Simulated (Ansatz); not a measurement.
**Strength of the In–O bond: CH5InO3 → CH4InO2 + OH**

Species: CH5InO3 `C[O][In]([OH])[OH]`, singlet; CH4InO2 `C[O][In][OH]`, doublet; OH, doublet. 

Shapes, held fixed at every level: PBE0-D4/def2-TZVP. Flexible molecules stand in one conformer, not always the lowest. Programs: Ansatz 0.2.0. The zero-point and thermal change to 298 K, harmonic and unscaled (PBE0-D4/def2-TZVP), is -10.8 kJ/mol.

```
             level                    kind  ΔH(298 K) (kJ/mol)  less CCSD(T)/def2-TZVPP
       HF/def2-SVP            Hartree–Fock              +193.0                   -150.9
     HF/def2-TZVPP            Hartree–Fock              +204.1                   -139.8
 PBE-D4/def2-TZVPP                     GGA              +332.7                    -11.2
PBE0-D4/def2-TZVPP           global hybrid              +325.5                    -18.4
wB97X-V/def2-TZVPP  range-separated hybrid              +349.0                     +5.1
    MP2/def2-TZVPP     perturbation theory              +375.7                    +31.8
CCSD(T)/def2-TZVPP   coupled cluster or CI              +343.9                      0.0
```

The highest level, CCSD(T)/def2-TZVPP, gives ΔH(298 K) = +343.9 kJ/mol; the levels span +193.0 to +375.7. The column of differences is taken from that level and isn't an error. Hartree–Fock misses the correlation of the pair that is broken and comes out low. No measured value is set beside it here. Open shells run unrestricted unless RO is named. For atoms past krypton def2 sets carry core potentials with scalar relativity. Correlated rows may include outer-core shells of In, which these sets cover unevenly.

Breaking the In–OH bond is strongly endothermic, at +343.9 kJ/mol with coupled cluster, as expected for a polar bond between an electropositive metal and oxygen. Homolysis gives up the ionic part of the attraction: charge held largely on oxygen must return to indium, which passes from In(III) to formal In(II) with an unpaired electron, probably in an orbital of mixed 5s and 5p character. Electron correlation favours the electron-rich, hydroxide-like oxygen of the intact molecule over the neutral OH radical, so it contributes much of the bond strength. MP2 recovers this contribution but overshoots, which suggests that its second-order treatment exaggerates the correlation gained on bonding. The three density functionals lie much closer to coupled cluster, though not in order of exact exchange: PBE0 falls below PBE, while wB97X-V lies above both. The result describes loss of the first hydroxyl only and isn't a mean In–O bond energy, since a second homolysis could form closed-shell In(I) with its stable 5s pair and should be easier.
